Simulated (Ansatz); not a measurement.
From the elastic tensor of InAs at 18 GPa (stress–strain coefficients) to moduli and sound speeds

The calculation used Ansatz, DFT LDA, scalar-relativistic, plane waves, PAW. Plane waves to 420 eV; Γ-centred k mesh 12×12×12; fixed occupations. No spin polarisation.

It takes space group F-43m (No. 216, cubic). The conventional cell has a = 5.654 Å, b = 5.654 Å, c = 5.654 Å, α = 90.00°, β = 90.00°, γ = 90.00°. In (site symmetry -43m) has 4 As at 2.45 Å as nearest neighbours. As (site symmetry -43m) is surrounded by 4 In at 2.45 Å.

The real crystal has changed phase below this pressure. The bands were filled as in an insulator; under compression the gap may have closed between mesh points.

Relaxed-ion constants (GPa, on the Cartesian axes of the calculation):
C11 = 151.8, C12 = 128.1, C13 = 128.1, C22 = 151.8, C23 = 128.1, C33 = 151.8, C44 = 31.9, C55 = 31.9, C66 = 31.9 GPa; the others vanish.

Density 6.973 g/cm³; 2 atoms in 45.19 Å³.

The values that follow are for a polycrystal of randomly turned grains, by Hill's mean where one number stands. In a crystal this anisotropic the Voigt and Reuss bounds lie far apart, so Hill's mean and the sound speeds and Debye temperature from it are rough.

```json
{
 "Bulk modulus, Voigt / Reuss / Hill": "136.0 / 136.0 / 136.0 GPa",
 "Shear modulus, Voigt / Reuss / Hill": "23.9 / 19.0 / 21.4 GPa",
 "Young's modulus": "61 GPa",
 "Poisson ratio": "0.425",
 "Pugh ratio B/G": "6.35",
 "Universal anisotropy index": "1.28",
 "Longitudinal and transverse sound speeds": "4858 and 1753 m/s",
 "Debye temperature from the mean sound speed": "210 K"
}
```

Cost: 1 run of about 3.6 core-minutes, on Intel Xeon Platinum 8375C (Ice Lake) (shared hosts).

The compressed zinc-blende lattice resists volume change far more strongly than shear: the bulk modulus is 136.0 GPa, while C44 is only 31.9 GPa and C11 barely exceeds C12. Uniform compression must shorten the In–As bonds against steep repulsion, whereas shear can proceed largely by bending bond angles in an open tetrahedral network. The softest response is the tetragonal shear governed by C11 − C12, which lies well below the C44 shear and accounts for the strong anisotropy.

The cubic stability conditions for stress–strain coefficients are still met, so the structure resists small homogeneous strains. This doesn't conflict with the observed transformation, since a first-order transition to a denser, more highly coordinated phase can occur before the parent lattice becomes elastically unstable. The small tetragonal stiffness probably reflects the weakening of angular restoring forces under pressure. The Pugh ratio of 6.35 shouldn't be read as evidence of metal-like ductility, because plasticity in a covalent semiconductor depends on dislocation mobility. Stability against short-wavelength phonons also remains untested.
